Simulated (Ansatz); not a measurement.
From the elastic tensor of WS₃ to moduli and sound speeds

Level of theory: DFT PBE, scalar-relativistic, plane waves, PAW in Ansatz 0.2.0. Cutoff 420 eV, 10×10×10 k-points (Γ-centred), Fermi-Dirac smearing of 0.15 eV. No spin polarisation.

Symmetry: Pm-3m, No. 221, cubic system. Conventional cell: a = 4.686 Å, b = 4.686 Å, c = 4.686 Å, α = 90.00°, β = 90.00°, γ = 90.00°. W (site symmetry m-3m) is surrounded by 6 S at 2.34 Å. Around S (site symmetry 4/mmm) lie 2 W at 2.34 Å.

The cell was built by swapping an element in a database structure (itself possibly hypothetical) and relaxing; it need not be the stable form of this composition. In a metal, frequencies and elastic constants depend on the k mesh and the smearing, soft modes and shear constants most. Spin–orbit coupling is left out, which matters for heavy elements. A semilocal functional can close a gap that the real compound has.

Relaxed-ion constants (GPa, on the Cartesian axes of the calculation):
```
215.0  33.9  33.9   0.0   0.0   0.0
 33.9 215.0  33.9   0.0   0.0   0.0
 33.9  33.9 215.0   0.0   0.0   0.0
  0.0   0.0   0.0  22.2   0.0   0.0
  0.0   0.0   0.0   0.0  22.2   0.0
  0.0   0.0   0.0   0.0   0.0  22.2
```

Density 4.519 g/cm³; 4 atoms in 102.90 Å³.

The values that follow are for a polycrystal of randomly turned grains, by Hill's mean where one number stands. In a crystal this anisotropic the Voigt and Reuss bounds lie far apart, so Hill's mean and the sound speeds and Debye temperature from it are rough.

* Bulk modulus, Voigt / Reuss / Hill: 94.3 / 94.3 / 94.3 GPa
* Shear modulus, Voigt / Reuss / Hill: 49.5 / 31.8 / 40.6 GPa
* Young's modulus: 107 GPa
* Poisson ratio: 0.312
* Pugh ratio B/G: 2.32 (over 1.75, the rule of thumb for ductile)
* Universal anisotropy index: 2.80
* Longitudinal and transverse sound speeds: 5732 and 2999 m/s
* Debye temperature from the mean sound speed: 338 K

Cost: 1 run of about 2.5 core-minutes, on Intel Xeon Processor @ 2.50GHz (Skylake/Cascade Lake) (shared hosts).

The lattice strongly resists stretching along the cube axes but shears easily between them: C₁₁ is 215.0 GPa, while C₄₄ is only 22.2 GPa. This follows from the corner-sharing framework. Axial strain must change the length of the W–S bonds, which lie in straight W–S–W chains, whereas the C₄₄ shear keeps those chains straight and, to first order, only bends the S–W–S angles. The cube axes are therefore the stiff directions and the body diagonals the compliant ones.

The Pugh ratio of 2.32 reflects this easy angular distortion and is weak evidence for real ductility, which depends on slip and fracture. The constants satisfy the cubic stability conditions, so the cell resists small homogeneous strains. That doesn't exclude octahedral tilting, which enlarges the cell and is invisible to these constants. Such tilting is a plausible concern, since bridging sulfide usually prefers a bent geometry. Nor do the constants test a rearrangement forming S–S bonds, a familiar way for sulfur-rich tungsten sulfides to avoid the formal combination of W(VI) with sulfide alone.
